Squeezing GaAs first widens its band gap and then narrows it, because a different conduction state becomes the lowest one, and this one moves slowly towards the valence top. Stretching it narrows the gap until the last row prints exactly zero, and there two levels have changed places rather than just met. Both irregular features come from crossings of levels that each move smoothly: one s-like conduction state rises past the other conduction valleys on compression and sinks below the valence top on stretching.

Ansatz 0.2.0, r2SCAN with spin-orbit coupling, for zincblende GaAs with the r2SCAN-relaxed cell strained equally in all directions. Plane waves with PAW potentials, cutoff 500 eV, 8×8×8 k mesh, Fermi-Dirac smearing of 0.02 eV. The band gap is the least found over the mesh and additional k points.

| volume (Å³/atom) | shortest distance (Å) | band gap (eV) | least direct gap (eV) |
| --- | --- | --- | --- |
| 20.118 | 2.355 | 1.397 | 1.872 |
| 20.754 | 2.380 | 1.486 | 1.609 |
| 21.402 | 2.404 | 1.352 | 1.352 |
| 22.064 | 2.429 | 1.101 | 1.101 |
| 22.739 | 2.454 | 0.858 | 0.858 |
| 23.428 | 2.478 | 0.621 | 0.621 |
| 24.131 | 2.503 | 0.392 | 0.392 |
| 24.848 | 2.527 | 0.170 | 0.170 |
| 25.579 | 2.552 | 0.000 | 0.000 |

The least direct gap is the smallest energy that lifts an electron without changing its crystal momentum, while the band gap allows any change of momentum. The row at 22.739 Å³/atom is the unstrained cell, with compressed cells above it and stretched ones below. The highest valence state lies in every row at Γ, where the electron wave repeats in phase from cell to cell. What has to be explained is therefore which conduction state lies lowest, and how far above the valence top.

At Γ the lowest conduction state of the unstrained crystal is built mainly from s orbitals of Ga and As with opposite signs. This is standard band theory for such a semiconductor. The combination is antibonding, so shorter bonds push its energy up strongly relative to the valence top, which consists of bonding p orbitals. Longer bonds let it sink. The least direct gap follows this picture: it falls at every step down the table, and with bonds 4 % shorter than in the unstrained cell it is more than twice as large.

The fall also becomes gentler as the crystal expands. A one-percent step in the cell edge costs 0.263 eV at the compressed end, but only 0.222 eV between the last two rows with an open gap. Orbital overlaps fade with distance, and each further stretch then has less antibonding energy to remove. That is a theoretical argument, but it fits the steady slackening of the steps.

The second conduction valley lies at or near X, where the wave changes sign from one layer of cells to the next along a cube axis. Theory places much of this state's density in the open spaces of the lattice, away from the bonds, so shortening the bonds does not drive it up in the same way. Between the two most compressed cells its distance from the valence top even shrinks. Compared on the same mesh of k points, the change is about a quarter as large as the simultaneous rise at Γ.

The row at 20.754 Å³/atom is where the two valleys have just changed order. One step earlier in the compression, at 21.402, the Γ state is still the lowest and the two gaps are equal. At 20.754 the direct gap has climbed to 1.609 eV, but the X valley now offers a cheaper way up at 1.486 eV. A third valley lies between them, at L, where the wave changes sign from layer to layer along a body diagonal of the cube. The tiny occupation of its states in this row places it about 1.53 eV above the valence top. At 21.402 the Fermi energy sits slightly lower than the states at Γ alone would place it, a sign of further empty states just above Γ, most likely those at L. The three valleys are therefore expected to cross close together between these two rows, and L may briefly be the lowest in that range, which the table does not sample. The band gap always takes the lowest valley, so smooth curves that cross can produce a peak with a kink. As a rule for this family of semiconductors, pressure opens the gap strongly while the lowest conduction state is s-like at Γ, and closes it weakly once that state lies near X.

Further compression to 20.118 brings the band gap down to 1.397 eV, although the direct gap goes on rising. In this row the gap was also evaluated at a point slightly away from X, which lowers it by 0.02 eV; no such point is listed for 20.754, so 1.486 eV probably lies a little above the true bottom of that valley. Compared on the same mesh of k points, the two rows still differ by 0.07 eV. The fall is therefore real within the calculation, though probably somewhat smaller than the table suggests.

At the stretched end, the row at 25.579 needs a closer look. Counting spin, the s-like level at Γ has two states and the p-like valence top has four, and together they hold four electrons. In the normal order the electrons fill the p-like quartet and leave the s-like pair empty, with a gap between them. If the pair sinks below the quartet, it takes two electrons, and the other two must share four states of equal energy. The highest filled and the lowest empty state then belong to the same level, and the cubic symmetry holds the gap at zero.

The electron count shows that this has happened, and by how much. The calculation spreads the occupation $f$ of a level at energy $E$ around the Fermi energy $E_F$ with a width $w = 0.02$ eV:

$$f = \frac{1}{1 + e^{(E - E_F)/w}}$$

The quartet lies 0.0033 eV below the Fermi energy, so each of its states is 0.54 filled and the four hold 2.17 electrons. The remaining 1.83 electrons fill each state of the pair to 0.917. An occupation that high requires an energy below the Fermi energy by

$$E_F - E_{\text{pair}} = w \ln\frac{0.917}{0.083} \approx 0.048\ \text{eV}$$

The pair thus lies about 0.045 eV below the quartet. If all six states merely touched, then at the printed Fermi energy they would hold only 3.25 electrons instead of four.

The count has no adjustable constant. It does assume that only the states at Γ are partly filled. The entropy of the electrons supports this, since the six states at Γ account for nearly all of the value printed for this row. Applied to the row at 24.848, it returns the gap of 0.170 eV in the table, which confirms the bookkeeping but not the physics, since the same smearing rule is built into the calculation.

A stronger test is whether the hidden value continues the trend of the earlier rows, which the count does not use. From 0.170 eV down to −0.045 eV is a step of 0.215 eV, just below the preceding 0.222 eV, as the slackening trend requires. The s-like level has therefore kept moving as before, and only the printed gap stops at zero. The output below lists this signed separation row by row.

The volumes at which these events occur should not be carried over to real GaAs. The r2SCAN functional gives 0.858 eV for the unstrained crystal, against a measured low-temperature gap of roughly 1.5 eV (a recalled value). Spin-orbit coupling is already included, so the shortfall lies mainly with the functional. With the s-like level starting too low, the gap closes too early on stretching. For the same reason that level overtakes the X valley too late on compression, between 5.0 and 8.2 GPa here against roughly 4 GPa in experiment, again as recalled.

The rate of change is more dependable than these positions. Around the unstrained cell the gap grows by 0.11 eV per GPa, which agrees with the rough measured rate as recalled. The rate per GPa drops as pressure builds, since the pressure steps between rows grow faster than the steps of the gap. Adding the calculated change to a measured gap is therefore a fair estimate only for small uniform pressures, while the lowest conduction state of the real crystal is still at Γ.

Printed output of the fit:

```
Steps from the row before:
     row  linear strain in %  pressure in GPa  step of band gap in eV  step of direct gap in eV  direct gap less band gap in eV
  20.118                  -4            11.72                     n/a                       n/a                           0.475
  20.754                  -3            8.155                   0.089                    -0.263                           0.123
  21.402                  -2            5.047                  -0.134                    -0.257                               0
  22.064                  -1            2.344                  -0.251                    -0.251                               0
  22.739                   0         0.003285                  -0.243                    -0.243                               0
  23.428                   1           -2.017                  -0.237                    -0.237                               0
  24.131                   2            -3.75                  -0.229                    -0.229                               0
  24.848                   3           -5.228                  -0.222                    -0.222                               0
  25.579                   4           -6.403                   -0.17                     -0.17                               0
Signed separation of s-like doublet and p-like quartet at Gamma:
     row  separation in eV  step in eV  step per unit of ln volume in eV
  20.118             1.872         n/a                               n/a
  20.754             1.609      -0.263                             -8.45
  21.402             1.352      -0.257                            -8.359
  22.064             1.101      -0.251                             -8.24
  22.739             0.858      -0.243                            -8.064
  23.428             0.621      -0.237                             -7.94
  24.131             0.392      -0.229                            -7.746
  24.848              0.17      -0.222                            -7.582
  25.579          -0.04462     -0.2146                            -7.402
Direct gap at 20.118 over that of the unstrained cell, ratio: 2.182
Shortening of the bond from the unstrained cell to 20.118 in %: 4.034
Change of band gap from 20.754 to 20.118 in eV: -0.089
The same change on the k mesh alone in eV: -0.06957
Lowering of the gap at 20.118 by the point off X in eV: 0.01981
Slope of the gap with pressure about the unstrained cell in eV/GPa: 0.1101
Control at 24.848, gap from the occupation count in eV: 0.1699
Control at 24.848, gap in the table in eV: 0.17
Occupation of each doublet state at 25.579 from the count: 0.9167
Occupation of each quartet state at 25.579 from the count: 0.5417
Doublet less quartet at 25.579 from the count in eV: -0.04462
```
